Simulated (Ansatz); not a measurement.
# A series in volume scale on NbH

All results are calculated (Ansatz 0.2.0). Free energy against uniform scaling of the volume at fixed shape and fractions; periodic cell, basis, potentials, k mesh and filling as listed.

The cell before it is scaled or strained (space group I4/mmm, No. 139):
```
NbH
1.0
     -1.6070     1.6070     1.9843
      1.6070    -1.6070     1.9843
      1.6070     1.6070    -1.9843
Nb H
1 1
Direct
  0.00000 0.00000 0.00000
  0.50000 0.50000 0.00000
```

Settings of every row: functional PBEsol; dispersion none; potentials PAW; wave cutoff 450 eV; density cutoff 1800 eV; k mesh 10x10x10; k shift 0x0x0; occupations cold; smearing width 0.1 eV; spin none.

Limits: coarse k mesh, up to 40 meV an atom off; the cell comes from a prototype or a list of computed structures and needn't be the stable phase.

```
row  volume scale  V (Å³/atom)  pressure (GPa)  energy above lowest point (meV/atom)
  1           0.9        9.224           14.99                                  26.3
  2         0.925         9.48            8.09                                     8
  3          0.95        9.736            2.06                                     0
  4         0.975        9.992           -3.22                                     1
  5             1       10.249               ?                                     ?
  6         1.025       10.505          -11.92                                  25.8
  7          1.05       10.761          -15.49                                  47.8
  8         1.075       11.017           -18.6                                  75.1
  9           1.1       11.274          -21.32                                 107.1
```

Question: what pressure and energy above lowest point should row 5 give?

Worked fit of pressure. Take u = (V_r/V)^(2/3) − 1 with V_r = 10.248 Å³ an atom, which is twice the finite (Eulerian) strain; such expansions in the strain, on which the Birch-Murnaghan equation of state is built, carry the rest volume and the bulk modulus. The shown rows have u = 0.0727, 0.0533, 0.03476, 0.01701, -0.01638, -0.03204, -0.04709, -0.06163. Least squares give pressure = −7.856 + 260.16 × u + 706.4 × u² + 508 × u³ GPa; a parabola predicts inner rows, each left out in turn, worse (root mean square 0.041 against 0.01 GPa). The rows lie off it by 0.00, 0.00, 0.00, 0.00, 0.01, -0.01, -0.01, 0.01. The pressure vanishes at u = 0.0280, or V = 9.832 Å³ an atom, and there the bulk modulus at fixed shape and fractions is B = −V dP/dV = (2/3)(1 + u) dP/du = 206 GPa. Letting shape and atoms relax would as a rule lower it, by much in layered, chain or molecular crystals. The withheld row has u = -7e-05, so the fit gives −7.856 + 260.16 × (-7e-05) + 706.4 × (-7e-05)² + 508 × (-7e-05)³ = -7.87 GPa.

The calculation gave -7.86 GPa. The fit lies 0.01 GPa (0.028 % of the column's range) below it, one unit of the last digit.

Worked fit of energy above lowest point. Take u = (V_r/V)^(2/3) − 1 with V_r = 10.248 Å³ an atom, which is twice the finite (Eulerian) strain; such expansions in the strain, on which the Birch-Murnaghan equation of state is built, carry the rest volume and the bulk modulus. The shown rows have u = 0.0727, 0.0533, 0.03476, 0.01701, -0.01638, -0.03204, -0.04709, -0.06163. Least squares give energy above lowest point = 9.91 − 750.9 × u + 13424 × u² meV/atom; a straight line predicts inner rows, each left out in turn, worse (root mean square 20 against 0.052 meV/atom). The rows lie off it by 0.0, 0.0, 0.0, 0.0, 0.0, 0.1, 0.1, -0.1. Its lowest point lies at u = 0.0280, or V = 9.833 Å³ an atom, and the curvature there gives the bulk modulus at fixed shape and fractions, B = (4/9)(1 + u)² E″(u)/V = 205 GPa. Letting shape and atoms relax would as a rule lower it, by much in layered, chain or molecular crystals. The withheld row has u = -7e-05, so the fit gives 9.91 − 750.9 × (-7e-05) + 13424 × (-7e-05)² = 10.0 meV/atom.

The calculation gave 10 meV/atom. The fit meets it to the printed digit.
